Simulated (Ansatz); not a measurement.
# How methods differ on SiNH4F (SMILES N[SiH2]F)

The species is SiNH4F (7 atoms), meant as a singlet with charge 0. SMILES: `N[SiH2]F`. Geometry: optimised at PBE0/def2-SVP. This is one conformer, not always the lowest.

| atom | x (Å) | y (Å) | z (Å) |
| --- | --- | --- | --- |
| N | -0.7635 | 0.3530 | -0.6308 |
| Si | 0.5364 | -0.1098 | 0.3752 |
| F | 0.5095 | -1.6759 | 0.8327 |
| H | -0.7926 | 0.0984 | -1.6111 |
| H | -1.6930 | 0.5090 | -0.2587 |
| H | 0.4626 | 0.6841 | 1.6293 |
| H | 1.8018 | 0.0734 | -0.3822 |

Quantity: the dissociation energy of the H7–Si2 bond into doublet H and doublet SiNH3F (shapes relaxed at PBE0/def2-SVP, no zero-point term), in eV. The values are calculated.

| level | kind | program | value (eV) | CPU time (all runs) |
| --- | --- | --- | --- | --- |
| HF/def2-TZVP | Hartree–Fock | Ansatz | 3.53 | 2.5 s |
| PBE/def2-TZVP | GGA | Ansatz | 4.06 | 5.2 s |
| r2SCAN/def2-TZVP | meta-GGA | Ansatz | 4.15 | 11 s |
| B3LYP/def2-TZVP | global hybrid | Ansatz | 4.27 | 6 s |
| wB97M-V/def2-TZVP | range-separated hybrid | Ansatz | 4.40 | 22 s |

The values span 3.53 to 4.40 eV. Hartree–Fock misses the correlation of the electron pair that is broken and comes out low. Measured bond enthalpies also hold zero-point and thermal terms, a few tenths of an eV less. Times are those of the runs behind each value, whatever else they computed, on shared processors of several kinds: orders of magnitude only.

All four density functionals describe a strong, essentially covalent Si–H bond, with values from 4.06 to 4.40 eV, while Hartree–Fock stands apart at 3.53 eV. The gap follows from the electron count: homolysis turns a bonding pair into two unpaired electrons, and the departing hydrogen atom, with a single electron, has no correlation energy at all. The correlation lost is therefore largely that of the pair itself. The share of exact exchange alone does not order the results, since both hybrids lie above PBE and r2SCAN, yet Hartree–Fock, with full exact exchange, lies lowest.

The silyl radical left behind typically keeps its unpaired electron in a pyramidal, silicon-centred orbital with marked s character, which electronegative substituents such as fluorine and the amino group reinforce. Delocalisation onto nitrogen therefore probably does little to weaken the bond. Without the same bond energy for unsubstituted silane, the numbers do not show whether fluorine and the amino group together strengthen or weaken the Si–H bond.
